At the centre of the Brillouin zone every unit cell of a crystal carries its orbitals in the same phase, so neighbouring atoms meet in the simplest possible pattern. How far apart does that pattern hold the bonding and antibonding p levels of BiTe? The table below gives the levels of one BiTe crystal at several k points, that is, for several ways in which the phase of the electron wave can change from cell to cell. The second row and the last row, which is the zone centre, are to be predicted from the other five.

Energy levels of BiTe in a two-atom cell, with atoms displaced at random by about 0.05 Å, from OpenMX 3.8.5 with PBE, the OpenMX 2013 PBE pseudopotentials and the precise basis, without spin polarisation or spin–orbit coupling. The 7×7×7 k mesh is centred on Γ, and the Fermi–Dirac smearing is 0.05 eV. Levels are counted from the Fermi energy.

```
point a (reciprocal cell vector)  point b (reciprocal cell vector)  point c (reciprocal cell vector)  level under 4 (eV)  level under 3 (eV)  level under 2 (eV)  level under 1 (eV)  level over 1 (eV)  level over 2 (eV)
                         -0.4286                            0.2857                           -0.2857             -10.816              -5.156              -4.566              -2.034              0.075              3.184
                         -0.4286                            0.4286                           -0.4286                   ?                   ?                   ?                   ?                  ?                  ?
                         -0.4286                            0.4286                           -0.1429             -10.334              -5.195              -4.439              -2.936              1.329              3.075
                         -0.1429                           -0.4286                           -0.1429              -1.932              -1.683              -0.503              -0.442              2.171              5.227
                          0.0000                           -0.4286                           -0.4286              -9.866              -5.427              -4.040              -4.036              2.399              3.426
                          0.0000                           -0.4286                            0.0000              -1.704              -0.699              -0.493              -0.484              6.680              7.832
                          0.0000                            0.0000                            0.0000                   ?                   ?                   ?                   ?                  ?                  ?
```

The columns count levels downwards and upwards from the Fermi energy, which is the zero. A column therefore need not follow the same band from row to row. In the first, third and fifth rows the fourth level under the zero lies near −10 eV, while in the fourth and sixth it lies above −2 eV. The likely reason is that more bands are filled at those two points, so that the deep level has dropped out of the four that are printed.

Counting electrons makes sense of this. Leaving aside the filled d shells, bismuth brings five valence electrons and tellurium six. Two s-like bands take four of the eleven, and three lower p bands, which lean towards tellurium, take six more. One electron is left for the three upper p bands, which lean towards bismuth. Without spin polarisation each band holds two electrons, so this odd electron makes the crystal a metal, and the Fermi energy has to cut through the upper p bands. The orbital names come from this chemical count, since the table gives energies only.

What sets the distance between the lower and the upper p levels? In this cell Bi and Te alternate along three perpendicular axes, as in rock salt. A p orbital that points along x then meets its two neighbours on that axis head-on and its four other neighbours sideways. The cell has three edges of 4.575 Å at 60°, the primitive cell of rock salt, whose ideal Bi–Te contact is 4.575/√2 = 3.235 Å. The atoms were moved at random by about 0.05 Å from their ideal sites, so the shortest contact is 3.169 Å; the model ignores this displacement. The two-atom cell is itself a simplified crystal: the known form of BiTe is layered and has a larger cell.

With a, b and c for the three printed coordinates of the k point, the phase between neighbours enters through one cosine for each axis:

c_x = cos π(b + c − a), c_y = cos π(a − b + c), c_z = cos π(a + b − c)

The coupling of the p orbitals along x, and the two levels that it produces, are then

T_x = V [c_x − ¼(c_y + c_z)]
E = E₀ ± √(D² + T_x²)

and likewise for y and z. V is the strength of the head-on coupling, D stands for half the difference between the p energies of the two atoms, and E₀ is the midpoint of the pair. The factor of a quarter is a rough recalled ratio of sideways to head-on coupling between p orbitals.

The minus sign in front of that quarter carries most of the physics. Take p orbitals that all point the same way. Head-on, the positive lobe of one atom faces the negative lobe of the next, which is antibonding; sideways, positive lies beside positive, which is bonding. The two kinds of contact therefore work against each other when the cosines have the same sign, and they help each other when the signs differ.

The first and fourth rows show the difference. In both, the most weakly coupled p orbitals have a head-on cosine of 0.22, so head-on coupling alone would separate their levels equally. In the first row the nearest lower and upper levels are 2.1 eV apart. In the fourth, the two upper p levels lie under the Fermi energy, and their mean is only 1.3 eV above that of the two lower ones.

In the model, sideways coupling accounts for the contrast. In the first row the other two cosines are −1 and 0.90, which nearly cancel, and the head-on coupling survives. In the fourth they are 0.90 and 0.22; a quarter of their sum slightly exceeds the head-on term, and almost nothing is left of T. The levels are then held apart mainly by the difference between the atoms.

Two constants were fitted by least squares to the squared half separations in the first, third, fourth and sixth rows: D² = 0.32 eV² and V² = 11.8 eV². The fifth row was left out because its two upper levels are about 1 eV apart while its top two lower ones almost coincide, so the right partner is uncertain. The squared half separations run from 0.33 to 4.5 eV², and the fit misses them by 0.09 eV² (root mean square), against 0.30 eV² for head-on coupling alone. When each row in turn is predicted from the other three, the miss rises to 0.26 eV². Head-on coupling alone cannot be tested in this way, because without the third row all its cosines are equal. The midpoint E₀ = −0.90 eV is the mean of six pairs visible in the same four rows.

The zone centre can now be worked out; it took no part in the fit. All three cosines are 1, so each p direction has the same coupling, and the sideways contacts cancel half of the head-on ones:

T = V [1 − ¼(1 + 1)] = V/2
√(D² + T²) = √(0.32 + 11.8/4) = 1.8 eV
E = −0.9 ± 1.8 eV, or about −2.7 and +0.9 eV

The forecast for the last row is therefore three lower levels near −2.7 eV, within 0.3 eV of each other, and two almost coincident levels over the zero near +0.9 eV, each with an error of ±0.7 eV. Head-on coupling alone would put the two groups at −4.3 and +2.5 eV.

The fourth level under the zero should be s-like and lie between −10 and −6 eV. At the zone centre of the ideal crystal s and p orbitals do not mix, so the p levels no longer push this one down. The coupling between neighbouring s orbitals is also at its strongest there and drives the upper s level up. This window is a reasoned guess and does not come from the p model.

In the second row two of the p directions share a cosine of 0.22 and the third has −0.62. The signs differ, so the sideways contacts now help, and the pair is pushed further apart than in the fourth row. The forecast is −2.1 eV for the first two levels under the zero, −3.5 eV for the third and +0.3 eV for both levels over it, each ±0.6 eV. The fourth level under the zero should be deep and s-like, as in the first row. There is one stated risk: the upper pair lies so close to zero that it could slip under the Fermi energy, which would shift the columns.

The error bars rest mainly on the known rows, where twice the root-mean-square miss of the first three levels under the zero is about 0.5 eV. Levels over the zero did not enter that estimate, so the bars on them are less well founded. The bar is wider at the zone centre because the result there depends strongly on the assumed quarter. With D and V held fixed, changing that ratio to 0.2 or 0.3 moves the levels by about 0.3 eV.

The withheld rows as computed:

```
point a (reciprocal cell vector)  point b (reciprocal cell vector)  point c (reciprocal cell vector)  level under 4 (eV)  level under 3 (eV)  level under 2 (eV)  level under 1 (eV)  level over 1 (eV)  level over 2 (eV)
                         -0.4286                            0.4286                           -0.4286              -3.611              -2.486              -2.323              -0.007              0.009              1.452
                          0.0000                            0.0000                            0.0000              -8.074              -2.646              -2.627              -2.616              2.061              2.083
```

In the second row the stated risk came true, though only for one of the two levels. The upper pair straddles the Fermi energy, at −0.007 and +0.009 eV. Column by column, the forecast fails for the first level under the zero by 2.1 eV, for the third by 1.0 eV and for the second level over it by 1.1 eV. The second level under the zero and the first over it fall within their ranges.

Followed by kind of level, the same row looks different. The lower pair, predicted at −2.1 eV, is found at −2.3 and −2.5 eV, now in the second and third columns under the zero. The upper pair lies about 0.3 eV below its forecast. The remaining upper level, which the model places as far above −0.9 eV as its partner at −3.5 eV lies below, should come at 1.7 eV; the calculation has 1.5 eV. On this count the fourth column under the zero holds the lowest p level, and the forecast of a deep s-like level there fails.

A small error in energy has thus become a large error in the columns. The two levels at the Fermi energy are only 0.016 eV apart, less than the 0.05 eV smearing of the occupations, so both are about half filled. Which side of zero each falls on has no chemical meaning here. Spin-orbit coupling, which this calculation leaves out, shifts and splits p levels of bismuth on the scale of an electronvolt and could easily rearrange them.

At the zone centre the three lower levels lie at about −2.6 eV, within 0.1 eV of the forecast and within 0.03 eV of each other. Cubic symmetry would make them equal, and the displaced atoms allow the small splitting. The two upper levels almost coincide, as predicted, but they lie near 2.1 eV, and the forecast of 0.9 eV misses them by 1.2 eV, well outside its range. The fourth level under the zero, at −8.1 eV, falls within the window from −10 to −6 eV. That agrees with the argument about the s orbitals, though so wide a window tests it only loosely, and it says nothing about the p chains.

The good result for the lower levels hides two errors that cancel. The separation of the two groups is 4.7 eV, where the model gives 3.6 eV and head-on coupling alone 6.8 eV. For the upper levels by themselves head-on coupling alone comes closer than the model, but it misses the lower ones by 1.7 eV. The sideways contacts do seem to weaken the coupling, but by less than the assumed quarter implies. The midpoint is also higher than supposed, at about −0.3 instead of −0.9 eV. For the lower levels the wider separation and the higher midpoint offset each other, while for the upper ones they add.

The higher midpoint does not simply follow from the wider separation. In the third row the nearest pair is almost as far apart, at 4.3 eV, yet its midpoint is −0.8 eV. The six visible midpoints do rise with separation, from about −1.1 to −0.7 eV, but too slowly to reach −0.3 eV, so the phase pattern itself seems to matter. The fifth row held a warning. It lies on a cube axis, where its two coinciding lower levels need two coinciding upper partners, so the lone level at 2.399 eV cannot be one of them. The partners lie at 3.426 eV or higher, against 2.494 eV in the model, and the midpoint is at least −0.3 eV, as at the zone centre. One candidate cause is coupling between atoms of the same kind, Te to Te and Bi to Bi, which the model ignores and which at the zone centre would raise the lower and upper p levels together. Another is mixing with empty s and d levels higher up, which pushes p levels down at a general point but is forbidden by symmetry at the zone centre and restricted for the pair in the fifth row. No calculation here isolates either.

For another k point the signs of the cosines give a first guess. Where the other two cosines together have the same sign as the head-on one, the sideways contacts oppose it and tend to bring the lower and upper p levels closer; where the sign is opposite, they drive them apart. That guide concerns separations. The position relative to the Fermi energy needs a reliable midpoint as well, and the zone centre shows how far a constant one can go wrong.
